**Slater transition state against ΔSCF for M5 and O2 levels of the lanthanide atoms**

The table holds half-occupied eigenvalues of the $3d_{5/2}$ (M5) and $5p_{1/2}$ (O2) levels of La to Lu and their differences from ΔSCF, from spherical Dirac-Kohn-Sham LDA without spin polarisation. The program converts the differences into curvatures by the midpoint rule, fits quadratics and cubics in $Z$ to the $4f^n6s^2$ rows, and reads the excess of the $5d^1$ rows as the shift from moving an electron from 4f to 5d. That shift is about 8.7 eV for M5 and 3.1 eV for O2 at Gd, the only interpolated case, while Eu lies on the smooth curve. The M5 difference scales neither with the level nor with the gap between ΔSCF and the eigenvalue. A sum of a shell term and an atom term describes five shells in eight atoms with an rms error of 0.007 eV, worst for La $2p_{3/2}$.

Calculated values. Radial Dirac-Fock and Kohn-Sham solver 2: neutral lanthanide atoms in spherical Dirac-Kohn-Sham LDA (Slater exchange, VWN correlation), with a finite nucleus and no spin polarisation. The half occupied eigenvalue is the Slater transition state level, minus the orbital energy with half an electron removed.

## Analysis program

```python
# Table: Slater transition-state levels (M5, O2) and TS - DeltaSCF for lanthanide atoms, radial solver,
# spherical Dirac-Kohn-Sham LDA, no spin polarisation. Tested: midpoint rule (TS - DSCF = -b''/24),
# 4f->5d shift off the smooth 4f^n 6s2 curve, rivals for the M5 difference, shell + atom additivity.
T = {
    'ion': ['La', 'Ce', 'Pr', 'Nd', 'Pm', 'Sm', 'Eu', 'Gd', 'Tb', 'Dy', 'Ho', 'Er', 'Tm', 'Yb', 'Lu'],
    'Z': [57, 58, 59, 60, 61, 62, 63, 64, 65, 66, 67, 68, 69, 70, 71],
    'configuration': ['[Xe] 5d1 6s2', '[Xe] 4f1 5d1 6s2', '[Xe] 4f3 6s2', '[Xe] 4f4 6s2', '[Xe] 4f5 6s2', '[Xe] 4f6 6s2', '[Xe] 4f7 6s2', '[Xe] 4f7 5d1 6s2', '[Xe] 4f9 6s2', '[Xe] 4f10 6s2', '[Xe] 4f11 6s2', '[Xe] 4f12 6s2', '[Xe] 4f13 6s2', '[Xe] 4f14 6s2', '[Xe] 4f14 5d1 6s2'],
    'level_half_occupied_eigenvalue_M5': [840.3, 888.0, 927.6, 976.9, 1027.0, 1078.0, 1129.9, 1191.4, 1236.5, 1291.2, 1346.9, 1403.5, 1461.2, 1519.8, 1588.4],  # eV
    'level_less_delta_scf_M5': [-0.13, -0.16, -0.24, -0.24, -0.24, -0.24, -0.23, -0.2, -0.23, -0.23, -0.23, -0.23, -0.23, -0.24, -0.22],  # eV
    'level_half_occupied_eigenvalue_O2': [28.923, 29.985, 28.258, 29.167, 30.044, 30.901, 31.747, 35.655, 33.431, 34.278, 35.133, 35.999, 36.878, 37.773, 42.366],  # eV
    'level_less_delta_scf_O2': [-0.06, -0.07, -0.07, -0.07, -0.07, -0.07, -0.07, -0.08, -0.07, -0.07, -0.07, -0.08, -0.08, -0.08, -0.1],  # eV
}
import re
import numpy as np
from scipy.constants import physical_constants as pc
Ry = pc['Rydberg constant times hc in eV'][0]
ion = T['ion']; Z = np.array(T['Z'], float); ix = {s: i for i, s in enumerate(ion)}
d = np.array(['5d' in c for c in T['configuration']]); f = ~d
nf = [int((re.findall(r'4f(\d+)', c) or [0])[0]) for c in T['configuration']]
L = {s: np.array(T['level_half_occupied_eigenvalue_' + s], float) for s in ('M5', 'O2')}
E = {s: np.array(T['level_less_delta_scf_' + s], float) for s in ('M5', 'O2')}
z = Z - 64
R = {(s, k): L[s] - np.polyval(np.polyfit(z[f], L[s][f], k), z) for s in L for k in (2, 3)}
print("rounding floors (eV): M5 level 0.05, O2 level 0.0005, differences 0.005 (0.12 in b'')")
print("fits use 4f^n6s2 rows only; 5d rows (*) show excess; La, Ce, Lu extrapolated")
print("row nf | M5 res deg2 deg3 | O2 res deg2 deg3 | b''=-24*diff M5 O2 (eV) | M5 diff/level %")
for i, s in enumerate(ion):
    print(f"{s}{'*' if d[i] else ' '} {nf[i]:2d} | {R['M5',2][i]:6.2f} {R['M5',3][i]:6.2f} | {R['O2',2][i]:6.3f} {R['O2',3][i]:6.3f}"
          f" | {-24*E['M5'][i]:4.1f} {-24*E['O2'][i]:4.1f} | {100*E['M5'][i]/L['M5'][i]:.3f}")
print("max |res| fitted rows (eV):", {f"{s} deg{k}": round(float(abs(r[f]).max()), 3) for (s, k), r in R.items()})
p = np.polyfit(Z[f], np.sqrt(L['M5'][f]), 1); rm = L['M5'][f] - np.polyval(p, Z[f])**2
print(f"Moseley M5: slope {p[0]:.3f} vs hydrogenic n=3 {np.sqrt(Ry)/3:.3f} eV^0.5; max res {abs(rm).max():.2f} eV")
for a, b in [('La','Ce'),('Ce','Pr'),('Sm','Eu'),('Eu','Gd'),('Gd','Tb'),('Tm','Yb'),('Yb','Lu')]:
    print(f"step {a}->{b}: M5 {L['M5'][ix[b]]-L['M5'][ix[a]]:+.1f} eV, O2 {L['O2'][ix[b]]-L['O2'][ix[a]]:+.3f} eV")
for s in L:
    a, b = ix['Pr'], ix['Yb']
    print(f"{s} Pr->Yb: level +{100*(L[s][b]/L[s][a]-1):.0f}% ({(L[s][b]-L[s][a])/(Z[b]-Z[a]):.2f} eV/Z); diff mean {E[s][f].mean():.3f},"
          f" slope {np.polyfit(Z[f], E[s][f], 1)[0]:+.4f} eV/Z; diff if ~level: Yb {E[s][a]*L[s][b]/L[s][a]:.2f} vs {E[s][b]:.2f}")
# further outputs of the same runs (eV), typed: TS levels of Pr Nd Eu Ho Er, then Gd
lev = {'L3': [5949.4, 6195.7, 6963.8, 8056.8, 8342.6, 7237.2], 'M1': [1469.4, 1540.8, 1764.9, 2089.5, 2175.6, 1852.0],
       'N1': [296.181, 310.436, 354.284, 416.556, 432.964, 377.479],
       'N5': [116.715, 122.712, 140.387, 163.977, 169.956, 153.759]}
j5 = [ix[s] for s in ('Pr', 'Nd', 'Eu', 'Ho', 'Er')]
for s in L: lev[s] = list(L[s][j5]) + [L[s][ix['Gd']]]
for k in (2, 3):
    print(f"Gd 4f->5d shift, 5-point deg{k} (eV):", " ".join(
        f"{s} {lev[s][5]-np.polyfit(z[j5], lev[s][:5], k)[-1]:.1f}" for s in ('L3','M1','M5','N1','N5','O2')))
# further outputs, typed: TS - DSCF and the M5 gap DSCF + eigenvalue, for the atoms in 'at'
at = ['La', 'Pr', 'Nd', 'Eu', 'Gd', 'Ho', 'Er', 'Lu']; j = [ix[s] for s in at]
er = {'L3': [-.18, -.26, -.25, -.24, -.22, -.24, -.24, -.23], 'M1': [-.11, -.22, -.22, -.22, -.18, -.22, -.22, -.20],
      'M5': E['M5'][j], 'N1': [-.09, -.20, -.20, -.20, -.16, -.20, -.21, -.19],
      'N5': [-.09, -.18, -.18, -.18, -.15, -.18, -.19, -.18]}
K = np.array([.83, .81, .83, .90, .94, .98, 1.00, 1.06])
G = np.array([26.8477, 25.0577, 25.1151, 25.4997, 26.8187, 26.2206, 26.4159, 27.9795])
M = np.array(list(er.values())); res = M - M.mean(1)[:, None] - M.mean(0) + M.mean()
w = np.unravel_index(abs(res).argmax(), res.shape)
print("shell terms (eV):", " ".join(f"{s} {v:.3f}" for s, v in zip(er, M.mean(1))))
print("atom terms (eV):", " ".join(f"{s} {v:+.3f}" for s, v in zip(at, M.mean(0) - M.mean())))
print(f"additive model: rms {np.sqrt((res**2).mean()):.3f}, worst {res[w]:+.3f} eV ({list(er)[w[0]]}, {at[w[1]]})")
al = dict(er, O2=E['O2'][j], K=K)
for a, b in [(0, 1), (3, 4)]:
    print(f"diff change {at[a]}->{at[b]} (eV):", " ".join(f"{s} {v[b]-v[a]:+.2f}" for s, v in al.items()))
e5 = E['M5'][j]; c = -24*e5
print("M5 |diff|/gap %:", " ".join(f"{s} {v:.2f}" for s, v in zip(at, 100*abs(e5)/G)))
print("M5 initial slope s=2G-b''/3 (eV):", " ".join(f"{s} {v:.1f}" for s, v in zip(at, 2*G - c/3)))
print(f"corr(|diff|, gap) M5 {np.corrcoef(abs(e5), G)[0,1]:+.2f}; K: b'' La {-24*K[0]:.0f}, Lu {-24*K[-1]:.0f} eV")
assert (E['M5'] < 0).all() and (E['O2'] < 0).all()
assert abs(E['M5'][d]).max() < abs(E['M5'][f]).min()
assert (R['M5', 3][d] > R['O2', 3][d]).all() and (R['O2', 3][d] > 1).all()
assert abs(R['M5', 3][ix['Eu']]) < 0.2
```

Printed output:

```
rounding floors (eV): M5 level 0.05, O2 level 0.0005, differences 0.005 (0.12 in b'')
fits use 4f^n6s2 rows only; 5d rows (*) show excess; La, Ce, Lu extrapolated
row nf | M5 res deg2 deg3 | O2 res deg2 deg3 | b''=-24*diff M5 O2 (eV) | M5 diff/level %
La*  0 |   7.96   8.63 |  2.329  2.538 |  3.1  1.4 | -0.015
Ce*  1 |   8.42   8.78 |  2.537  2.646 |  3.8  1.7 | -0.018
Pr   3 |  -0.15  -0.02 | -0.045 -0.005 |  5.8  1.7 | -0.026
Nd   4 |   0.04   0.03 |  0.009  0.005 |  5.8  1.7 | -0.025
Pm   5 |   0.09   0.01 |  0.030  0.005 |  5.8  1.7 | -0.023
Sm   6 |   0.10  -0.00 |  0.031  0.000 |  5.8  1.7 | -0.022
Eu   7 |   0.06  -0.01 |  0.020 -0.004 |  5.5  1.7 | -0.020
Gd*  7 |   8.69   8.66 |  3.071  3.061 |  4.8  1.9 | -0.017
Tb   9 |  -0.02  -0.00 | -0.011 -0.005 |  5.5  1.7 | -0.019
Dy  10 |  -0.08  -0.01 | -0.022 -0.002 |  5.5  1.7 | -0.018
Ho  11 |  -0.07   0.02 | -0.026  0.002 |  5.5  1.7 | -0.017
Er  12 |  -0.10  -0.03 | -0.020  0.004 |  5.5  1.9 | -0.016
Tm  13 |   0.02   0.03 | -0.001  0.003 |  5.5  1.9 | -0.016
Yb  14 |   0.11  -0.02 |  0.034 -0.004 |  5.8  1.9 | -0.016
Lu* 14 |   9.25   8.91 |  3.766  3.661 |  5.3  2.4 | -0.014
max |res| fitted rows (eV): {'M5 deg2': 0.147, 'M5 deg3': 0.033, 'O2 deg2': 0.045, 'O2 deg3': 0.005}
Moseley M5: slope 0.775 vs hydrogenic n=3 1.230 eV^0.5; max res 2.30 eV
step La->Ce: M5 +47.7 eV, O2 +1.062 eV
step Ce->Pr: M5 +39.6 eV, O2 -1.727 eV
step Sm->Eu: M5 +51.9 eV, O2 +0.846 eV
step Eu->Gd: M5 +61.5 eV, O2 +3.908 eV
step Gd->Tb: M5 +45.1 eV, O2 -2.224 eV
step Tm->Yb: M5 +58.6 eV, O2 +0.895 eV
step Yb->Lu: M5 +68.6 eV, O2 +4.593 eV
M5 Pr->Yb: level +64% (53.84 eV/Z); diff mean -0.235, slope +0.0008 eV/Z; diff if ~level: Yb -0.39 vs -0.24
O2 Pr->Yb: level +34% (0.87 eV/Z); diff mean -0.073, slope -0.0009 eV/Z; diff if ~level: Yb -0.09 vs -0.08
Gd 4f->5d shift, 5-point deg2 (eV): L3 7.5 M1 8.7 M5 8.6 N1 8.0 N5 7.5 O2 3.0
Gd 4f->5d shift, 5-point deg3 (eV): L3 7.6 M1 8.8 M5 8.6 N1 8.1 N5 7.5 O2 3.1
shell terms (eV): L3 -0.232 M1 -0.199 M5 -0.215 N1 -0.181 N5 -0.166
atom terms (eV): La +0.079 Pr -0.021 Nd -0.019 Eu -0.015 Gd +0.017 Ho -0.015 Er -0.019 Lu -0.005
additive model: rms 0.007, worst -0.026 eV (L3, La)
diff change La->Pr (eV): L3 -0.08 M1 -0.11 M5 -0.11 N1 -0.11 N5 -0.09 O2 -0.01 K -0.02
diff change Eu->Gd (eV): L3 +0.02 M1 +0.04 M5 +0.03 N1 +0.04 N5 +0.03 O2 -0.01 K +0.04
M5 |diff|/gap %: La 0.48 Pr 0.96 Nd 0.96 Eu 0.90 Gd 0.75 Ho 0.88 Er 0.87 Lu 0.79
M5 initial slope s=2G-b''/3 (eV): La 52.7 Pr 48.2 Nd 48.3 Eu 49.2 Gd 52.0 Ho 50.6 Er 51.0 Lu 54.2
corr(|diff|, gap) M5 -0.46; K: b'' La -20, Lu -25 eV
```
